**M4–N45N45 Auger multiplet of Pm: a $d^8$ intermediate-coupling model for energies, purities and shares**

The table holds the nine $4d^{-2}$ Auger lines that follow a $3d_{3/2}$ hole in Pm ($4f^5 6s^1 6p^1$), with kinetic energies from Dirac-Fock ΔSCF, $jj$ purities, and shares from Coulomb rates, the valence shells being spectators. The program fits a constant, the Racah parameters $B$ and $C$ and the $4d$ spin-orbit splitting $D$ to the nine energies and compares full mixing with diagonal $jj$ and diagonal $LS$ coupling. Full mixing reaches an rms error of 0.023 eV with $D = 4.34$ eV and gives the unfitted purities within 0.007, while the two limits leave 0.60 and 0.93 eV. For the shares it compares $2J+1$ counting, a parameter-free monopole rule and a one-parameter term-dependent amplitude, with rms errors of 9.32, 2.67 and 0.40 percentage points, the last still 45 % low for N5N5 $J=2$. It also shows how span, purities, the order of the closest pair and the weak-line share move in the model when $D$ is halved or doubled.

M4–N45N45 Auger lines of Pm (Z = 61), [Xe] 4f5 6s1 6p1, calculated with Radial Dirac-Fock and Kohn-Sham solver 3. Energies are average-of-configuration Dirac-Fock ΔSCF with Breit and QED terms and a finite nucleus (rms radius 4.962 fm); rates are Coulomb only. The two holes are in intermediate coupling, valence shells are spectators, and kinetic energies count from the vacuum level.

## The fit in Python

```python
# Table: M4-N45N45 Auger lines of Pm (kinetic energy, jj purity, share); radial Dirac-Fock Delta-SCF,
# intermediate coupling, Coulomb rates. Tested: a d^8 model (Racah B, C, 4d spin-orbit splitting D)
# for energies and purities; 2J+1 counting, monopole and monopole + term-dependent amplitude for shares.
T = {
    'line_leading_holes': ['N4N4', 'N4N4', 'N4N5', 'N4N5', 'N5N5', 'N4N5', 'N4N5', 'N5N5', 'N5N5'],
    'line_j': [0, 2, 4, 1, 0, 2, 3, 2, 4],
    'line_purity': [0.824, 0.865, 0.942, 1.0, 0.824, 0.831, 1.0, 0.947, 0.942],
    'line_kinetic_energy': [759.3, 766.7, 768.3, 769.1, 770.3, 770.5, 772.6, 774.1, 776.5],  # eV
    'line_share': [7.38, 25.08, 28.78, 8.93, 0.64, 12.79, 14.68, 0.88, 0.83],  # %
}
import numpy as np
from sympy import Rational as R
from sympy.physics.wigner import wigner_9j
from scipy.optimize import least_squares
lab = list(T['line_leading_holes']); J = np.array([int(j) for j in T['line_j']])
KE, P, S = (np.array(T[k], float) for k in ('line_kinetic_energy', 'line_purity', 'line_share'))
width = 0.35346  # eV, further result of the same run
terms = {'3F': (3, 1, 0, 0), '3P': (1, 1, 15, 0), '1D': (2, 0, 5, 2), '1G': (4, 0, 12, 2), '1S': (0, 0, 22, 7)}
pairs = {'N4N4': (3, 3, [0, 2], 2), 'N4N5': (3, 5, [1, 2, 3, 4], 1), 'N5N5': (5, 5, [0, 2, 4], 0)}
blk = {}
for j in range(5):
    jj = [p for p in pairs if j in pairs[p][2]]
    ls = [t for t, (L, s, b, c) in terms.items() if abs(L - s) <= j <= L + s]
    U = np.array([[float(wigner_9j(2, R(1, 2), R(pairs[p][0], 2), 2, R(1, 2), R(pairs[p][1], 2), terms[t][0], terms[t][1], j))
                   * np.sqrt((2*terms[t][0]+1)*(2*terms[t][1]+1)*(pairs[p][0]+1)*(pairs[p][1]+1)*(2 if p == 'N4N5' else 1))
                   for t in ls] for p in jj])
    assert np.allclose(U @ U.T, np.eye(len(jj)))
    blk[j] = (jj, ls, U, sorted(np.where(J == j)[0], key=lambda i: -KE[i]))
def model(q, mode='full', x=0.0):
    K, B, C, D = q; n = len(J)
    ke, pur, wls, rate = np.zeros(n), np.zeros(n), np.zeros(n), np.zeros(n); nj, nl = [''] * n, [''] * n
    for j, (jj, ls, U, rows) in blk.items():
        e = np.array([terms[t][2]*B + terms[t][3]*C for t in ls]); n4 = np.array([pairs[p][3] for p in jj], float)
        H = U @ np.diag(e) @ U.T + np.diag(D * n4)
        if mode == 'jj': H = np.diag(np.diag(H))
        if mode == 'LS': H = U @ np.diag(np.diag(U.T @ H @ U)) @ U.T
        w, V = np.linalg.eigh(H); A = U @ np.diag(1 + x * e) @ U.T @ V; W = (U.T @ V)**2
        for k, i in enumerate(rows):
            ke[i] = K - w[k]; pur[i] = max(V[:, k]**2); nj[i] = jj[np.argmax(V[:, k]**2)]
            wls[i] = max(W[:, k]); nl[i] = ls[np.argmax(W[:, k])]; rate[i] = (2*j+1) * np.sum(n4 * A[:, k]**2)
    return ke, pur, wls, S.sum() * rate / rate.sum(), nj, nl
rms = lambda r: np.sqrt(np.mean(r**2))
f = least_squares(lambda q: model(q)[0] - KE, [KE.max(), 0.2, 1.0, 4.0]); q = f.x; K, B, C, D = q
ke, pur, wls, mono, nj, nl = model(q)
sg = np.sqrt(np.diag(np.linalg.inv(f.jac.T @ f.jac))) * 0.1 / np.sqrt(12)
print(f"span {np.ptp(KE):.1f} eV; states {sum(2*J+1)}; share sum {S.sum():.2f} %; share-weighted mean {S@KE/S.sum():.1f} eV")
print(f"fit (eV): K {K:.2f}, B {B:.3f}, C {C:.3f}, D {D:.2f}; C/B {C/B:.1f}")
print(f"spread from rounding alone (eV): K {sg[0]:.2f}, B {sg[1]:.3f}, C {sg[2]:.3f}, D {sg[3]:.2f}")
print("terms above 3F (eV): " + ", ".join(f"{t} {v[2]*B+v[3]*C:.2f}" for t, v in terms.items()) + f"; 1S-3P {7*(B+C):.2f}")
print(f"energy rms: full mixing {rms(f.fun):.3f} eV, worst {max(abs(f.fun)):.3f}; rounding rms {0.1/np.sqrt(12):.3f}")
for m in ('jj', 'LS'):
    g = least_squares(lambda p: model(p, m)[0] - KE, q); i = np.argmax(abs(g.fun))
    print(f"diagonal {m} only, refitted: rms {rms(g.fun):.2f} eV, worst {g.fun[i]:+.2f} ({lab[i]} J={J[i]}), D {g.x[3]:.2f}")
print("line      KE eV  model-table | purity table, model | leading LS term, weight")
for i in range(len(J)):
    print(f"{lab[i]} J={J[i]} {KE[i]:.1f} {ke[i]-KE[i]:+.2f} | {P[i]:.3f} {pur[i]:.3f} | {nl[i]}{J[i]} {wls[i]:.2f}")
print(f"largest purity error {max(abs(pur-P)):.3f}")
x = least_squares(lambda p: model(q, x=p[0])[3] - S, [0.03]).x[0]; ext = model(q, x=x)[3]
stat = S.sum() * (2*J+1) / sum(2*J+1)
print(f"shares %: table | 2J+1 | monopole | with term amplitude (x = {x:.3f} per eV) | table/monopole | table/(2J+1)")
for i in range(len(J)):
    print(f"{lab[i]} J={J[i]} {S[i]:.2f} | {stat[i]:.2f} | {mono[i]:.2f} | {ext[i]:.2f} | {S[i]/mono[i]:.2f} | {S[i]/(2*J[i]+1):.2f}")
print(f"share rms (points): 2J+1 {rms(stat-S):.2f}, monopole {rms(mono-S):.2f}, term amplitude {rms(ext-S):.2f}")
un = model(q, 'jj')[3]
for p in pairs:
    m = np.array([l == p for l in lab])
    print(f"group {p} %: table {S[m].sum():.2f}, 2J+1 {stat[m].sum():.1f}, unmixed monopole {un[m].sum():.1f}, mixed {mono[m].sum():.1f}, term amplitude {ext[m].sum():.1f}")
a, b = blk[0][3][0], blk[2][3][1]; m5 = np.array([l == 'N5N5' for l in lab])
print(f"gap {lab[b]} J=2 minus {lab[a]} J=0: table {KE[b]-KE[a]:.1f}, model {ke[b]-ke[a]:.2f} eV; width {width:.2f} eV")
print("neighbour gaps (eV): " + " ".join(f"{d:.1f}" for d in np.diff(np.sort(KE))))
for s in (0.5, 1, 2):
    o = model([K, B, C, s * D])
    print(f"model, D x {s}: span {np.ptp(o[0]):.1f} eV, purity J=0 {o[1][a]:.2f}, J=4 {o[1][blk[4][3][0]]:.2f}, same gap {o[0][b]-o[0][a]:+.2f} eV, monopole share of the three weak lines {o[3][m5].sum():.1f} %")
assert nj == lab and rms(f.fun) < 0.2
assert rms(mono - S) < rms(stat - S) and S[m5].sum() < 5
assert 0 < KE[b] - KE[a] < width
```

Printed output:

```
span 17.2 eV; states 45; share sum 99.99 %; share-weighted mean 768.4 eV
fit (eV): K 776.98, B 0.234, C 1.004, D 4.34; C/B 4.3
spread from rounding alone (eV): K 0.02, B 0.002, C 0.008, D 0.02
terms above 3F (eV): 3F 0.00, 3P 3.51, 1D 3.18, 1G 4.82, 1S 12.18; 1S-3P 8.67
energy rms: full mixing 0.023 eV, worst 0.040; rounding rms 0.029
diagonal jj only, refitted: rms 0.60 eV, worst +0.93 (N4N4 J=0), D 5.40
diagonal LS only, refitted: rms 0.93 eV, worst +1.50 (N4N5 J=1), D 6.99
line      KE eV  model-table | purity table, model | leading LS term, weight
N4N4 J=0 759.3 +0.01 | 0.824 0.817 | 1S0 0.82
N4N4 J=2 766.7 -0.03 | 0.865 0.866 | 1D2 0.50
N4N5 J=4 768.3 +0.01 | 0.942 0.941 | 1G4 0.95
N4N5 J=1 769.1 +0.03 | 1.000 1.000 | 3P1 1.00
N5N5 J=0 770.3 -0.02 | 0.824 0.817 | 3P0 0.82
N4N5 J=2 770.5 -0.02 | 0.831 0.834 | 3P2 0.52
N4N5 J=3 772.6 +0.04 | 1.000 1.000 | 3F3 1.00
N5N5 J=2 774.1 -0.01 | 0.947 0.947 | 1D2 0.49
N5N5 J=4 776.5 +0.00 | 0.942 0.941 | 3F4 0.95
largest purity error 0.007
shares %: table | 2J+1 | monopole | with term amplitude (x = 0.058 per eV) | table/monopole | table/(2J+1)
N4N4 J=0 7.38 | 2.22 | 4.54 | 8.06 | 1.63 | 7.38
N4N4 J=2 25.08 | 11.11 | 25.88 | 24.62 | 0.97 | 5.02
N4N5 J=4 28.78 | 20.00 | 23.53 | 28.26 | 1.22 | 3.20
N4N5 J=1 8.93 | 6.67 | 8.33 | 9.26 | 1.07 | 2.98
N5N5 J=0 0.64 | 2.22 | 1.02 | 0.61 | 0.63 | 0.64
N4N5 J=2 12.79 | 11.11 | 14.82 | 13.14 | 0.86 | 2.56
N4N5 J=3 14.68 | 15.55 | 19.44 | 14.90 | 0.76 | 2.10
N5N5 J=2 0.88 | 11.11 | 0.97 | 0.48 | 0.91 | 0.18
N5N5 J=4 0.83 | 20.00 | 1.47 | 0.68 | 0.57 | 0.09
share rms (points): 2J+1 9.32, monopole 2.67, term amplitude 0.40
group N4N4 %: table 32.46, 2J+1 13.3, unmixed monopole 33.3, mixed 30.4, term amplitude 32.7
group N4N5 %: table 65.18, 2J+1 53.3, unmixed monopole 66.7, mixed 66.1, term amplitude 65.5
group N5N5 %: table 2.35, 2J+1 33.3, unmixed monopole 0.0, mixed 3.5, term amplitude 1.8
gap N4N5 J=2 minus N5N5 J=0: table 0.2, model 0.19 eV; width 0.35 eV
neighbour gaps (eV): 7.4 1.6 0.8 1.2 0.2 2.1 1.5 2.4
model, D x 0.5: span 14.1 eV, purity J=0 0.65, J=4 0.90, same gap +1.30 eV, monopole share of the three weak lines 11.5 %
model, D x 1: span 17.2 eV, purity J=0 0.82, J=4 0.94, same gap +0.19 eV, monopole share of the three weak lines 3.5 %
model, D x 2: span 24.8 eV, purity J=0 0.94, J=4 0.97, same gap -3.40 eV, monopole share of the three weak lines 1.1 %
```
